# Classical glory singularity

A glory occurs when trajectories with a nonzero impact parameter leave along the beam axis. A whole ring of incoming trajectories is then focused onto one direction, and the classical differential cross section diverges there.

## Premises and conventions

1. Two distinguishable, structureless particles interact through a central potential $V(r)$. For O$_2$–N$_2$ this means a spherical average of the interaction, with the internal states ignored.
2. The relative motion is classical and elastic, with reduced mass $\mu$, initial relative speed $g$, energy $E=\mu g^2/2$ and impact parameter $b$.
3. The incident flux is uniform over the plane of impact parameters.
4. Angles refer to the centre-of-mass frame and are in radians. The deflection function $\chi(b)$ is signed: positive for net repulsion, negative for net attraction, and below $-\pi$ when the trajectory winds round the centre. The observed angle $\theta\in[0,\pi]$ obeys $\cos\theta=\cos\chi$. A prime on $\chi$ means $d/db$.

## Step 1: the deflection function

Conservation of angular momentum gives $\dot\varphi=gb/r^2$, and conservation of energy gives $\dot r^2=g^2[1-b^2/r^2-V/E]$. The ratio is $d\varphi/dr$. The orbit is symmetric about the outermost turning point $r_0$, and a straight path sweeps an angle $\pi$, so

$$\chi(b)=\pi-2b\int_{r_0}^{\infty}\frac{dr}{r^2\sqrt{1-b^2/r^2-V(r)/E}} .$$

## Step 2: from deflection to cross section

The annulus $2\pi b\,db$ feeds the solid angle $2\pi\sin\theta\,d\theta$. A trajectory with $-\pi<\chi<0$ leaves on the side opposite to the one it came in on, but all azimuths are equally populated, so both signs of $\chi$ fill the same cone. Every $b_i$ with $\cos\chi(b_i)=\cos\theta$ contributes, with $|d\theta|=|d\chi|$, and classical fluxes add:

$$\frac{d\sigma}{d\Omega}=\sum_i\frac{b_i}{\sin\theta\,|\chi'(b_i)|}.$$

## Step 3: the glory

Let $\chi(b_g)=-n\pi$ with $n=0,1,2,\dots$, $b_g>0$ and $\chi'_g=\chi'(b_g)$ finite and nonzero. Even $n$ gives the forward axis and odd $n$ the backward axis. Let $x$ be the angle from that axis, $x=\theta$ or $x=\pi-\theta$, so that $\sin\theta=\sin x$.

Put $\delta=\chi+n\pi$. Since $\cos\chi=(-1)^n\cos\delta$, the angle $x$ is reached at both $\delta=+x$ and $\delta=-x$. The slope is nonzero, so $\chi(b)$ can be inverted near $b_g$, and the two solutions are $b_\pm\simeq b_g\pm x/\chi'_g$, one on each side of the ring. Define $G(\delta)=b/|\chi'|=\tfrac12|d(b^2)/d\delta|$, a smooth function with $G(0)=b_g/|\chi'_g|$. The two branches give

$$\frac{d\sigma_g}{d\Omega}=\frac{G(x)+G(-x)}{\sin x}.$$

Odd powers of $x$ cancel in the numerator, and $\sin x=x[1+O(x^2)]$. Hence

$$\boxed{\frac{d\sigma_g}{d\Omega}=\frac{2b_g}{|\chi'_g|\,x}\,\bigl[1+O(x^2)\bigr]}$$

for each glory point. We call $S=2b_g/|\chi'_g|$ the glory strength.

The divergence is integrable. The flux into the cone of half-angle $x$ is

$$\sigma_g(<x)=\int_0^x\frac{S}{x'}\,2\pi x'\,dx'=\frac{4\pi b_g x}{|\chi'_g|},$$

which is the area of a ring of circumference $2\pi b_g$ and width $2x/|\chi'_g|$. This area shrinks as $x$, the solid angle $\pi x^2$ shrinks faster, and their ratio diverges: the axis is a caustic produced by cylindrical symmetry.

The condition $b_g>0$ is essential. A head-on rebound has $\chi=\pi$ at $b=0$, a single branch $b=x/|\chi'|$, and the finite value $d\sigma/d\Omega=1/\chi'(0)^2$.

## Step 4: Lennard-Jones 12-6 at high energy

Take $V=4\epsilon[(\sigma/r)^{12}-(\sigma/r)^6]$, with its minimum at $r_m=2^{1/6}\sigma$. For small deflections the transverse force can be integrated along the straight line $r^2=b^2+z^2$, $z=gt$ (the impulse approximation):

$$\chi_1=\frac{\Delta p_\perp}{\mu g}=-\frac{1}{\mu g^2}\int_{-\infty}^{\infty}V'(r)\frac{b}{r}\,dz=-\frac{b}{E}\int_b^\infty\frac{V'(r)\,dr}{\sqrt{r^2-b^2}} .$$

For $V=C/r^s$ the substitution $t=b^2/r^2$ gives a beta function:

$$\chi_1=\frac{C}{Eb^s}\,\frac s2\,B\!\left(\frac{s+1}{2},\frac12\right)=f_s\frac{C}{Eb^s},\qquad f_s=\frac{\sqrt\pi\,\Gamma(\frac{s+1}{2})}{\Gamma(\frac s2)},$$

with $f_6=15\pi/16$ and $f_{12}=693\pi/512$. With $\kappa=4\epsilon/E$ and $u=(\sigma/b)^6$,

$$\chi_1=\kappa\,(f_{12}u^2-f_6u).$$

The zero at finite $b$ lies at $u_g=f_6/f_{12}=160/231$, so

$$b_g=(231/160)^{1/6}\sigma=1.063\,\sigma=0.947\,r_m ,$$

independent of energy at this order. It lies outside $\sigma$ and inside $r_m$: the repulsive force near closest approach cancels the attractive force on the two wings.

Set $v=u/u_g=(b_g/b)^6$. Then $\chi_1=4x_r(v^2-v)$, whose minimum $-x_r$ at $v=1/2$ is the rainbow:

$$x_r=\frac{\kappa f_6^2}{4f_{12}}=\frac{50\pi}{77}\frac{\epsilon}{E}=2.04\,\frac{\epsilon}{E}.$$

Because $b\,dv/db=-6v$, the slope is $b\chi_1'=-24x_r\,v(2v-1)$. At the glory, $v=1$:

$$b_g|\chi'_g|=24x_r=48.96\,\frac{\epsilon}{E},\qquad S=\frac{b_g^2}{12x_r}=0.0462\,\sigma^2\frac{E}{\epsilon}.$$

## Step 5: the third branch

For $x<x_r$, with $\xi=x/x_r$, the equations $\chi_1=\pm x$ have three roots with $v>0$:

$$v_1=\tfrac12\bigl(1+\sqrt{1+\xi}\bigr),\qquad v_2=\tfrac12\bigl(1+\sqrt{1-\xi}\bigr),\qquad v_3=\tfrac12\bigl(1-\sqrt{1-\xi}\bigr).$$

Using $b^2=b_g^2v^{-1/3}$, $|2v_i-1|=\sqrt{1\pm\xi}$ (plus sign for $v_1$ only) and $\sin x\simeq x$, each root contributes

$$\frac{d\sigma_i}{d\Omega}=\frac{S}{2x}\,\frac{v_i^{-4/3}}{\sqrt{1\pm\xi}} .$$

Roots 1 and 2 are the glory pair. Their sum expands as $(S/x)[1+\tfrac{13}{18}\xi^2+\dots]$, so the scale of the $O(x^2)$ term is the rainbow angle.

Root 3 comes from the $r^{-6}$ tail at large $b$. For small $\xi$, $v_3\simeq\xi/4$, and its ratio to the glory term is $\tfrac12(4/\xi)^{4/3}$. It diverges as $x^{-7/3}$, which is stronger than $1/x$ and not integrable. The forward glory of this potential therefore sits under a larger background in the classical cross section. Backward glories are free of this background.

## Step 6: next order in $\epsilon/E$

With $U=V/E$, differentiation under the integral shows that $\chi=2\,d\Delta/db$, where

$$\Delta=\lim_{R\to\infty}\left[\int_{r_0}^R\sqrt{1-\frac{b^2}{r^2}-U}\,dr-\int_b^R\sqrt{1-\frac{b^2}{r^2}}\,dr\right].$$

A direct expansion in $U$ diverges at the turning point. Replace the exponent $1/2$ by $\lambda$ with $\mathrm{Re}\,\lambda>2$, where the boundary terms vanish through second order, and continue analytically to $\lambda=1/2$. A term $d\,r^{-p}$ in $U^2$ then gives

$$\Delta_2=-\frac d8\,\frac{b^{1-p}}{2}B\!\left(\frac{p-1}{2},-\frac12\right),\qquad \chi_2=-\frac d2\left(\frac p2-1\right)f_p\,b^{-p}.$$

For $U=a/r^2$ this yields $-3\pi a^2/8b^4$, the second-order term of the exact $\chi=\pi[1-(1+a/b^2)^{-1/2}]$. For Lennard-Jones,

$$\chi_2=-\frac{\kappa^2}{2}\left(11f_{24}u^4-16f_{18}u^3+5f_{12}u^2\right),\qquad f_{18}=1.669\,\pi,\quad f_{24}=1.934\,\pi .$$

Let $D=b\,d/db$. At $u_g$ one finds $D\chi_1=-3.896\,\pi\kappa$, $D^2\chi_1=70.13\,\pi\kappa$, $\chi_2=0.3656\,\pi\kappa^2$ and $D\chi_2=-1.631\,\pi\kappa^2$. The zero moves by $\delta\ln b=-\chi_2/D\chi_1$, and the slope there changes by $D^2\chi_1\,\delta\ln b+D\chi_2$. The results are

$$\frac{\delta b_g}{b_g}=0.375\,\frac\epsilon E,\qquad b_g|\chi'_g|=48.96\,\frac{\epsilon}{E}\left(1-5.08\,\frac\epsilon E\right),\qquad \frac{\delta S}{S}=5.83\,\frac{\epsilon}{E}.$$

The position converges quickly with energy. The strength does not, because $\chi_1$ is strongly curved at the glory.

## Range of validity

**The $1/x$ law** needs only premises 1 to 4 and a finite nonzero slope. It holds at any energy, for $x$ small compared with the angle over which $G$ changes, here $x\ll x_r$.

**The values $1.063\,\sigma$ and $0.0462$** need $E\gg\epsilon$, and the strength in practice needs $E\gg6\epsilon$.

**Glories with $n\ge1$** need $\chi\le-\pi$ and so low energy. A circular orbit requires $E=V+rV'/2=4\epsilon(2w-5w^2)$ with $w=(\sigma/r)^6$, whose maximum, at $w=1/5$, is $0.8\,\epsilon$. Below this energy $\chi\to-\infty$ at the orbiting impact parameter, which produces an infinite sequence of forward and backward glories.

**Diffraction** removes the divergence. With $k=\mu g/\hbar$ and $\ell\simeq kb$, the semiclassical phase shift is $\eta=k\Delta$, so $d\eta/d\ell=\chi/2$ is zero at the forward glory and $d^2\eta/d\ell^2=\chi'/2k$. In the partial-wave amplitude $f=(2ik)^{-1}\sum(2\ell+1)(e^{2i\eta}-1)P_\ell(\cos x)$, replace the sum by an integral and $P_\ell$ by $J_0(\ell x)$. The stationary point contributes a factor of modulus $\sqrt{2\pi k/|\chi'_g|}$, so

$$|f_g|^2=\frac{2\pi kb_g^2}{|\chi'_g|}J_0^2(kb_gx)=\pi kb_g\,S\,J_0^2(kb_gx).$$

This treatment goes back to Ford and Wheeler (1959). For large argument $J_0^2(y)$ averages to $1/\pi y$, which returns $S/x$. The classical law is thus the mean over interference fringes of the two glory branches, valid for $x\gg1/kb_g$. The stationary zone has width $\delta b=(k|\chi'_g|)^{-1/2}$, which must be small against the distance to the rainbow. The glory amplitude also interferes with that of the tail, and this makes it observable as undulations of the integral cross section against speed.

The classical window is $1/kb_g\ll x\ll x_r$. Its ratio $kb_gx_r$ scales as $1/g$, so raising the energy improves the impulse approximation and narrows the window.

**Anisotropy.** For two diatomics $b_g$ depends on orientation and the motion is not planar. The spherical model is most defensible when the molecules rotate fast compared with the collision time. Otherwise the focus is smeared and the glory is damped.

## Numerical illustration: O$_2$–N$_2$

The inputs are typical spherical parameters, $\sigma\approx3.55$ Å and $\epsilon/k_B\approx100$ K (8.6 meV), and masses of about 32.00 u and 28.01 u, so $\mu=14.94$ u. Take $E=50\,\epsilon=0.431$ eV. Then $g=2.36$ km/s, $k=55.5$ Å$^{-1}$, $\kappa=0.08$, and $x_r=40.8$ mrad $=2.34^\circ$ in the impulse approximation.

The full deflection integral is smooth after the substitution $\sigma$-scaled $r=r_0/y$, $y=\sin\phi$. With $q=(\sigma/r_0)^6$ and $b^2=r_0^2[1-\kappa(q^2-q)]$,

$$\chi=\pi-\frac{2b}{r_0}\int_0^{\pi/2}\frac{d\phi}{\sqrt{1+\kappa y^2\left[q^2(1+y^2+y^4+y^6+y^8)-q(1+y^2)\right]}} .$$

Locating its zero and slope by quadrature gives the second column.

| Quantity | Impulse | Full integral |
|---|---|---|
| $b_g/\sigma$ | 1.063 | 1.071 |
| $b_g$ (Å) | 3.77 | 3.80 |
| $b_g\lvert\chi'_g\rvert$ (rad) | 0.979 | 0.89 |
| $S$ (Å$^2$ rad sr$^{-1}$) | 29.1 | 33 |
| $S/x$ at $x=10$ mrad (Å$^2$ sr$^{-1}$) | $2.9\times10^3$ | $3.3\times10^3$ |

The full strength exceeds the impulse value by a factor 1.12, and the first correction of Step 6 gives 1.117. The slope is $|\chi'_g|=0.23$ rad/Å, so the glory pair sends into the 10 mrad cone a ring of width 0.086 Å and area about 2 Å$^2$, compared with $\pi b_g^2=45$ Å$^2$.

The competing terms at 10 mrad, where $\xi=0.245$, follow from Step 5 in the impulse approximation. Curvature of $\chi$ raises the glory pair by 4.6 per cent above $S/x$. The tail branch, at $b=5.9$ Å, contributes $6.3\times10^4$ Å$^2$ sr$^{-1}$, which is 21 times the glory pair.

On the quantum side $kb_g=211$, so $1/kb_g=4.7$ mrad and the window spans only a factor $kb_gx_r=8.6$. At 10 mrad the Bessel argument is 2.1, close to the first zero of $J_0$, so the classical value there is a fringe average and not a pointwise prediction. The axial peak $\pi kb_gS$ is roughly $2\times10^4$ Å$^2$ sr$^{-1}$. Only one figure is justified, since $\delta b=0.28$ Å is not small against the 0.46 Å between glory and rainbow.

These are the model's numbers, not those of the O$_2$–N$_2$ pair. The model's dispersion coefficient $C_6=4\epsilon\sigma^6=69$ eV Å$^6$ lies above the typical value of roughly 40 eV Å$^6$ by a factor 1.7, and since the tail term scales as $C_6^{1/3}$ at small angles, the model overstates that background by up to a factor 1.2, while it also overstates the sharpness of the glory, which anisotropy damps in the real pair.